## Dispersion and effective masses at a zone face

A two-dimensional electron gas in an InGaAs well, with parabolic band mass $m_b=0.04\,m$ (typical; $m$ is the free-electron mass), is modulated by $V(x)=2V_G\cos Gx$, where $G=2\pi/a$ and $a=50$ nm. The amplitude depends on the gating, and $V_G=1$ meV is illustrative. Energies count from the subband bottom and spin is ignored. Near the zone face $k_x=G/2+q$ and $k_y=k_\parallel$.

### Estimate by hand

With $\hbar^2/2m\approx40$ meV nm² and $\pi^2\approx10$, $\hbar^2/2m_b\approx1000$ meV nm² and $(G/2)^2\approx0.004$ nm⁻². The free energy at the face, $\lambda=\hbar^2(G/2)^2/2m_b$, is about 4 meV. Bragg reflection forms standing waves centred on the troughs or crests of $V$, near 3 and 5 meV. The two free branches cross as nearly straight lines of slope $\pm\hbar v$, with $m_bv^2=2\lambda$. The gap bends them into the hyperbola $\pm\sqrt{(\hbar vq)^2+V_G^2}$, whose vertex mass obeys $|m^*|v^2=|V_G|$. Hence $m_b/m^*\approx\pm2\lambda/|V_G|=\pm8$ and $m^*\approx\pm0.005\,m$.

### Careful calculation

Let $\epsilon_q=\hbar^2q^2/2m_b$ and $\epsilon_\parallel=\hbar^2k_\parallel^2/2m_b$. The plane waves $k_x$ and $k_x-G$ have energies $\lambda+\epsilon_q+\epsilon_\parallel\pm\hbar vq$, with $(\hbar vq)^2=4\lambda\epsilon_q$, and are coupled by $V_G$. The $2\times2$ secular equation gives

$$E_\pm=\lambda+\epsilon_q+\epsilon_\parallel\pm\sqrt{4\lambda\epsilon_q+V_G^2}.$$

For $|q|\ll q_0=|V_G|G/4\lambda$ the root expands to

$$E_\pm=\lambda\pm|V_G|+\frac{\hbar^2q^2}{2m_b}\left(1\pm\frac{2\lambda}{|V_G|}\right)+\frac{\hbar^2k_\parallel^2}{2m_b},\qquad \frac{m_b}{m^*_\pm}=1\pm\frac{2\lambda}{|V_G|}.$$

$E_\pm$ is even in $q$ and smooth, so the normal velocity $\hbar^{-1}\partial E/\partial q$ vanishes everywhere on the face. At $q=k_\parallel=0$ the upper edge is a minimum. For $|V_G|<2\lambda$ the lower edge curves down along $q$ and up along $k_\parallel$: a saddle point, which gives a logarithmic van Hove peak in the two-dimensional density of states.

Unrounded, $\hbar^2/2m_b=952.5$ meV nm², $\lambda=3.760$ meV, $2\lambda/|V_G|=7.52$ and $q_0=0.0084$ nm⁻¹. The next waves, at $q\pm3G/2$ with energy $9\lambda$, lower both edges by about $V_G^2/8\lambda=0.033$ meV and, to first order in $V_G/\lambda$, add $\pm5|V_G|/32\lambda=\pm0.04$ to $m_b/m^*_\pm$. Diagonalising ten waves, $q+nG/2$ with odd $|n|\le9$, gives the last row.

| | $E_+$ (meV) | $E_-$ (meV) | $m_b/m^*_+$ | $m_b/m^*_-$ | $m^*_+/m$ | $m^*_-/m$ |
|---|---|---|---|---|---|---|
| estimate | 5 | 3 | 8 | −8 | 0.005 | −0.005 |
| two waves | 4.760 | 2.760 | 8.52 | −6.52 | 0.00469 | −0.00613 |
| ten waves | 4.726 | 2.728 | 8.56 | −6.56 | 0.00467 | −0.00609 |

### Why the two differ

Against ten waves, the estimated mass is 7 % too large in magnitude at the upper edge and 18 % too small at the lower. Three terms account for this. Unrounding $\lambda$ lowers the coupling term from 8 to 7.52, by 6 %. Straight lines omit the free curvature, which adds $+1$ to both inverse masses. The further waves add $\pm0.04$. At the upper edge $8-0.48+1+0.04=8.56$, and the two large corrections partly cancel. At the lower edge $-8+0.48+1-0.04=-6.56$, and they reinforce. The estimate cannot show this asymmetry, because a hyperbola has mirror-image branches.

Two neglected effects limit the figures. Nonparabolicity, $E(1+\alpha E)=\hbar^2k^2/2m_b$ with approximate $\alpha=1.2$ eV⁻¹, divides $v^2$ by $1+4\alpha\lambda$. That lowers the coupling term by 1.8 %, more than the further waves raise it. In an asymmetric well a Rashba term $\pm\alpha_Rk_x$ at $k_\parallel=0$, with typical $\alpha_R=5$ meV nm, moves the edges of the two spin branches off the face by $\mp m_b\alpha_R/\hbar^2$, of magnitude 0.0026 nm⁻¹, about a third of $q_0$. The normal masses there are unchanged, but each branch then has a finite normal velocity on the face. The model's masses are therefore $m^*_+\approx0.0047\,m$ and $m^*_-\approx-0.0061\,m$, uncertain in the last digit and roughly proportional to the assumed $|V_G|$.